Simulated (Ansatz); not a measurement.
# Strength of the Sn–H bond: SnH3F → SnH2F + H

Species: SnH3F `[F][SnH3]`, singlet; SnH2F `[F][SnH2]`, doublet; H atom, doublet. 

Shapes, held fixed at every level: PBE0-D4/def2-TZVP. Programs: Ansatz 0.2.0. The zero-point and thermal change to 298 K, harmonic and unscaled (PBE0-D4/def2-TZVP), is -16.2 kJ/mol.

| level | kind | ΔH(298 K) (kJ/mol) | less CCSD(T)/def2-TZVPP | CPU time (sum over the molecules) |
| --- | --- | --- | --- | --- |
| SPW92/def2-TZVPP | LDA | +333.7 | +15.7 | 2.9 s |
| r2SCAN-D4/def2-TZVPP | meta-GGA | +300.5 | -17.5 | 11 s |
| BHLYP-D4/def2-TZVPP | global hybrid | +311.3 | -6.7 | 6.2 s |
| wB97M-V/def2-TZVPP | range-separated hybrid | +313.3 | -4.7 | 23 s |
| B2PLYP/def2-TZVPP | double hybrid | +308.6 | -9.4 | 9.9 s |
| CCSD/def2-TZVPP | coupled cluster or CI | +317.3 | -0.7 | – |
| CCSD(T)/def2-TZVPP | coupled cluster or CI | +318.0 | 0.0 | 44 s |

The highest level, CCSD(T)/def2-TZVPP, gives ΔH(298 K) = +318.0 kJ/mol; the levels span +300.5 to +333.7. The column of differences is taken from that level and isn't an error. No measured value is set beside it here. Open shells run unrestricted unless RO is named. For atoms past krypton def2 sets carry core potentials with scalar relativity. Correlated rows may include outer-core shells of Sn, which these sets cover unevenly. Times are processor times on shared x86 and Arm servers, and rough.

Removing hydrogen from SnH3F costs +318.0 kJ/mol at the CCSD(T) level. This is a fairly weak covalent bond, as expected where the diffuse tin 5s and 5p orbitals overlap poorly with the compact hydrogen 1s. Triples add only 0.7 kJ/mol to the CCSD value, which suggests that both the closed-shell molecule and the tin-centred radical are well described by a single reference.

Homolysis unpairs one σ electron pair, so the result depends on how each method balances the correlation of that pair against the separated fragments. LDA shows its familiar overbinding, while every other functional falls below CCSD(T), r2SCAN-D4 the furthest. Agreement does not improve steadily up the ladder: the double hybrid lies further from CCSD(T) than either hybrid.

Pair correlation converges slowly with basis size, so the coupled-cluster value would probably rise in a larger set, widening the shortfall of the hybrids and r2SCAN-D4 and narrowing the LDA excess. Without SnH4 for comparison, the effect of fluorine on the Sn–H bond remains undetermined.
